**Predicting two withheld points on the Al–H stretch of linear triplet Al₂H₂**

The table holds energies along a rigid Al–H stretch of linear triplet H–Al–Al–H, counted from the 1.575 Å row, at UCCSDT, RCCSDT(Q), B3LYP, B2PLYP, RMP2 and RHF in the cc-pVDZ basis (Ansatz 0.2.0). The program fits a Morse curve to the known inner rows and a parabola in the logarithm of the remaining binding to the tail, and uses them to predict the rows at 2.165 and 3.394 Å with error bars; for RHF and RMP2 at 3.394 Å it instead grows the small excess over the plateau inwards. It also prints the deviation of each level from UCCSDT, the RMP2 hump at 2.881 Å and the misfit of a Morse curve whose depth is fixed at the plateau. Eleven of the twelve predictions fall inside their bars. RCCSDT(Q) at 3.394 Å is missed by 7.5 kJ/mol, because it already lies at its plateau while UCCSDT is still bound.

Ansatz 0.2.0; charge 0 e, spin multiplicity 3, basis cc-pVDZ, scan stretch, valence space electrons 8, valence space orbitals 10, pair space electrons 4, pair space orbitals 4.

## Numerical check

```python
# Table: rigid Al-H stretch of linear triplet H-Al-Al-H, Ansatz 0.2.0, cc-pVDZ, energies (kJ/mol) from the
# 1.575 A row at six levels. Tested: inner Morse form and an overlap-like tail, fitted on the known rows,
# as predictions for the withheld rows; deviation of each level from UCCSDT.
T = {
    'scan_distance': [1.279, 1.437, 1.575, 1.712, 1.966, 2.165, 2.499, 2.881, 3.394, 4.194, 5.409],  # angstrom
    'energy_uccsdt': [91.0, 16.3, 0.0, 9.3, 58.9, 107.1, 180.8, 236.5, 265.8, 271.6, 271.6],  # kJ/mol
    'energy_b3lyp': [87.3, 15.3, 0.0, 9.9, 60.9, 111.8, 193.5, 255.8, 270.3, 276.1, 277.1],  # kJ/mol
    'energy_b2plyp': [87.4, 14.9, 0.0, 10.7, 63.7, 116.7, 202.4, 255.6, 274.5, 277.3, 277.8],  # kJ/mol
    'energy_rmp2': [89.4, 15.2, 0.0, 11.2, 66.8, 122.5, 215.7, 305.3, 278.5, 277.4, 277.3],  # kJ/mol
    'energy_rccsdt_pq': [91.0, 16.3, 0.0, 9.3, 58.7, 106.8, 179.9, 234.8, 271.9, 271.6, 271.6],  # kJ/mol
    'energy_rhf': [89.4, 14.8, 0.0, 12.2, 71.0, 130.5, 232.6, None, 258.6, 255.2, 254.6],  # kJ/mol
}
HELD = [5, 8]  # rows withheld from the fit
import numpy as np
from scipy.optimize import curve_fit
r = np.array(T['scan_distance'], float)
L = {'UCCSDT': 'energy_uccsdt', 'RCCSDT(Q)': 'energy_rccsdt_pq', 'B3LYP': 'energy_b3lyp',
     'B2PLYP': 'energy_b2plyp', 'RMP2': 'energy_rmp2', 'RHF': 'energy_rhf'}
E = {n: T[k] for n, k in L.items()}
known = [i for i in range(len(r)) if i not in HELD]
inner = [i for i in known if i <= 6]
def morse(x, D, a, re):
    return D*((1-np.exp(-a*(x-re)))**2 - (1-np.exp(-a*(r[2]-re)))**2)
def f(m, e): return 'no value' if e is None else '%+.1f' % (m-e)
print('Energies kJ/mol, rounding 0.05 (0.1 in differences). Morse fit on known rows up to %.3f A:' % r[6])
P, W = {}, {}
for n in L:
    y = np.array([E[n][i] for i in inner])
    P[n] = curve_fit(morse, r[inner], y, p0=[400, 1.3, 1.58])[0]
    W[n] = np.abs(morse(r[inner], *P[n])-y).max()
    D, a, re = P[n]
    xc = re - np.log(1-np.sqrt(E[n][-1]/D))/a
    print(' %-9s D %.0f a %.2f/A re %.3f A worst %.1f; fit-calc at %.3f A %s; reaches plateau %.1f at %.2f A'
          % (n, D, a, re, W[n], r[7], f(morse(r[7], *P[n]), E[n][7]), E[n][-1], xc))
U = E['UCCSDT']
yk = np.array([U[i] for i in known])
q = curve_fit(lambda x, a, re: morse(x, U[-1], a, re), r[known], yk, p0=[1.7, 1.58])[0]
print('UCCSDT Morse, D = plateau, a %.2f/A, fit-calc by known row:' % q[0],
      ' '.join('%+.1f' % v for v in morse(r[known], U[-1], *q)-yk))
def dev(i): print(' %.3f A: ' % r[i] + ', '.join(
    'no value' if None in (E[n][i], U[i]) else '%+.1f' % (E[n][i]-U[i]) for n in list(L)[1:]))
print('Level minus UCCSDT (' + ', '.join(list(L)[1:]) + '):')
for i in known:
    if i != 2: dev(i)
print('Change %.3f to %.3f A:' % (r[9], r[10]), ', '.join('%s %+.1f' % (n, E[n][10]-E[n][9]) for n in L))
print('RMP2 at %.3f A above its plateau by %.1f; B2PLYP-B3LYP %+.1f at %.3f A, %+.1f at %.3f A' % (r[7],
      E['RMP2'][7]-E['RMP2'][-1], E['B2PLYP'][6]-E['B3LYP'][6], r[6], E['B2PLYP'][7]-E['B3LYP'][7], r[7]))
print('Remaining binding (plateau - E) estimated from the tail at %.3f A:' % r[8])
pred = {5: {n: (morse(r[5], *P[n]), max(3.0, 2*W[n])) for n in L}, 8: {}}
t = [4, 6, 7]
for n in list(L)[:4]:
    d = {i: E[n][-1]-E[n][i] for i in t+[9]}
    c = np.polyfit(r[t], np.log([d[i] for i in t]), 2)
    g = np.exp(np.polyval(c, r[8]))
    k = np.log(d[6]/d[7])/(r[7]-r[6])
    if n == 'UCCSDT': kU = k
    s = ' %-9s curved log %.1f, plain exponential %.1f (%.2f/A)' % (n, g, d[7]*np.exp(-k*(r[8]-r[7])), k)
    if d[9] > 0.2:
        h = d[7]*(d[9]/d[7])**((r[8]-r[7])/(r[9]-r[7]))
        s += ', log interpolation to %.3f A %.1f' % (r[9], h)
        g = (g+h)/2
    else:
        s += '; curved log at %.3f A %.2f, calc %.1f' % (r[9], np.exp(np.polyval(c, r[9])), d[9])
    print(s)
    pred[8][n] = (E[n][-1]-g, g)
for n in ('RMP2', 'RHF'):  # separated branch: small excess over the plateau grown inwards, bar set to 5
    pred[8][n] = (E[n][-1]+(E[n][9]-E[n][10])*np.exp(kU*(r[9]-r[8])), 5.0)
print('Closed-pair branch at %.3f A (inner Morse continued, loose): RMP2 %.0f, RHF %.0f'
      % (r[8], morse(r[8], *P['RMP2']), morse(r[8], *P['RHF'])))
for i in HELD:
    print('Withheld row %.3f A: prediction, computed, prediction - computed' % r[i])
    for n in L:
        p, b = pred[i][n]; e = E[n][i]
        print(' %-9s %.1f +- %.1f | %s' % (n, p, b, 'no value' if e is None else
              '%.1f | %+.1f %s' % (e, p-e, 'inside bar' if abs(p-e) <= b else 'outside bar')))
print('Level minus UCCSDT in the withheld rows, same order as above:')
for i in HELD: dev(i)
assert E['RHF'][6] > E['RMP2'][6] > E['B2PLYP'][6] > E['B3LYP'][6] > U[6]
assert E['RMP2'][7] > E['RMP2'][9] and all(P[n][0] > E[n][-1] for n in L)
assert max(abs(U[i]-E['RCCSDT(Q)'][i]) for i in known) < 2.0
```

Output:

```
Energies kJ/mol, rounding 0.05 (0.1 in differences). Morse fit on known rows up to 2.499 A:
 UCCSDT    D 357 a 1.35/A re 1.581 A worst 0.2; fit-calc at 2.881 A +8.4; reaches plateau 271.6 at 3.10 A
 RCCSDT(Q) D 354 a 1.36/A re 1.581 A worst 0.2; fit-calc at 2.881 A +8.7; reaches plateau 271.6 at 3.11 A
 B3LYP     D 410 a 1.26/A re 1.579 A worst 0.6; fit-calc at 2.881 A +11.0; reaches plateau 277.1 at 2.95 A
 B2PLYP    D 434 a 1.25/A re 1.577 A worst 0.7; fit-calc at 2.881 A +24.1; reaches plateau 277.8 at 2.87 A
 RMP2      D 478 a 1.21/A re 1.576 A worst 0.9; fit-calc at 2.881 A -4.7; reaches plateau 277.3 at 2.76 A
 RHF       D 539 a 1.16/A re 1.574 A worst 1.1; fit-calc at 2.881 A no value; reaches plateau 254.6 at 2.58 A
UCCSDT Morse, D = plateau, a 1.74/A, fit-calc by known row: +4.4 -4.8 +0.0 +7.0 +13.3 -3.5 -16.2 -6.0 -1.3
Level minus UCCSDT (RCCSDT(Q), B3LYP, B2PLYP, RMP2, RHF):
 1.279 A: +0.0, -3.7, -3.6, -1.6, -1.6
 1.437 A: +0.0, -1.0, -1.4, -1.1, -1.5
 1.712 A: +0.0, +0.6, +1.4, +1.9, +2.9
 1.966 A: -0.2, +2.0, +4.8, +7.9, +12.1
 2.499 A: -0.9, +12.7, +21.6, +34.9, +51.8
 2.881 A: -1.7, +19.3, +19.1, +68.8, no value
 4.194 A: +0.0, +4.5, +5.7, +5.8, -16.4
 5.409 A: +0.0, +5.5, +6.2, +5.7, -17.0
Change 4.194 to 5.409 A: UCCSDT +0.0, RCCSDT(Q) +0.0, B3LYP +1.0, B2PLYP +0.5, RMP2 -0.1, RHF -0.6
RMP2 at 2.881 A above its plateau by 28.0; B2PLYP-B3LYP +8.9 at 2.499 A, -0.2 at 2.881 A
Remaining binding (plateau - E) estimated from the tail at 3.394 A:
 UCCSDT    curved log 6.3, plain exponential 9.8 (2.49/A); curved log at 4.194 A 0.15, calc 0.0
 RCCSDT(Q) curved log 7.2, plain exponential 10.8 (2.39/A); curved log at 4.194 A 0.22, calc 0.0
 B3LYP     curved log 1.4, plain exponential 3.4 (3.58/A), log interpolation to 4.194 A 6.4
 B2PLYP    curved log 2.3, plain exponential 4.3 (3.20/A), log interpolation to 4.194 A 5.0
Closed-pair branch at 3.394 A (inner Morse continued, loose): RMP2 377, RHF 415
Withheld row 2.165 A: prediction, computed, prediction - computed
 UCCSDT    106.6 +- 3.0 | 107.1 | -0.5 inside bar
 RCCSDT(Q) 106.2 +- 3.0 | 106.8 | -0.6 inside bar
 B3LYP     112.0 +- 3.0 | 111.8 | +0.2 inside bar
 B2PLYP    117.0 +- 3.0 | 116.7 | +0.3 inside bar
 RMP2      123.6 +- 3.0 | 122.5 | +1.1 inside bar
 RHF       132.1 +- 3.0 | 130.5 | +1.6 inside bar
Withheld row 3.394 A: prediction, computed, prediction - computed
 UCCSDT    265.3 +- 6.3 | 265.8 | -0.5 inside bar
 RCCSDT(Q) 264.4 +- 7.2 | 271.9 | -7.5 outside bar
 B3LYP     273.2 +- 3.9 | 270.3 | +2.9 inside bar
 B2PLYP    274.1 +- 3.7 | 274.5 | -0.4 inside bar
 RMP2      278.0 +- 5.0 | 278.5 | -0.5 inside bar
 RHF       259.0 +- 5.0 | 258.6 | +0.4 inside bar
Level minus UCCSDT in the withheld rows, same order as above:
 2.165 A: -0.3, +4.7, +9.6, +15.4, +23.4
 3.394 A: +6.1, +4.5, +8.7, +12.7, -7.2
```
